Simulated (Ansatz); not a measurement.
# A series in volume scale on ScAu₃

All results are calculated (Ansatz 0.2.0). Free energy against uniform scaling of the volume at fixed shape and fractions; periodic cell, basis, potentials, k mesh and filling as listed.

The cell before it is scaled or strained (space group Fm-3m, No. 225):
```
ScAu3
1.0
      0.0000     3.3255     3.3255
      3.3255     0.0000     3.3255
      3.3255     3.3255     0.0000
Sc Au
1 3
Direct
  0.00000 0.00000 0.00000
  0.25000 0.25000 0.25000
  0.75000 0.75000 0.75000
  0.50000 0.50000 0.50000
```

Settings of every row: functional r2SCAN; dispersion none; accuracy low; potentials PAW; wave cutoff 500 eV; density cutoff 3000 eV; k mesh 6x6x6; k shift 0x0x0; occupations cold; smearing width 0.1 eV; spin none.

Limits: coarse k mesh, up to 40 meV an atom off; loose SCF threshold; no spin-orbit coupling, which can matter with elements this heavy; the cell comes from a prototype or a list of computed structures and needn't be the stable phase.

```csv
row,volume scale,V (Å³/atom),energy above lowest point (meV/atom)
1,0.9406,17.296,18.3
2,0.9703,17.842,?
3,1,18.388,0
4,1.0297,18.934,10.4
5,1.0594,19.481,31.2
```

Question: what energy above lowest point should row 2 give?

Worked fit of energy above lowest point. Take u = (V_r/V)^(2/3) − 1 with V_r = 18.661 Å³ an atom, which is twice the finite (Eulerian) strain; such expansions in the strain, on which the Birch-Murnaghan equation of state is built, carry the rest volume and the bulk modulus. The shown rows have u = 0.05194, 0.00987, -0.00964, -0.02826. Least squares give energy above lowest point = 3.77 − 530.7 × u + 15603 × u² meV/atom; a straight line predicts inner rows, each left out in turn, worse (root mean square 15 against 0.14 meV/atom). The rows lie off it by 0.0, -0.1, 0.1, 0.0. Its lowest point lies at u = 0.0170, or V = 18.19 Å³ an atom, and the curvature there gives the bulk modulus at fixed shape and fractions, B = (4/9)(1 + u)² E″(u)/V = 126 GPa. The withheld row has u = 0.03037, so the fit gives 3.77 − 530.7 × (0.03037) + 15603 × (0.03037)² = 2.0 meV/atom.

The calculation gave 1.9 meV/atom. The fit lies 0.1 meV/atom (5.3 % of the value, 0.32 % of the column's range) above it, one unit of the last digit.
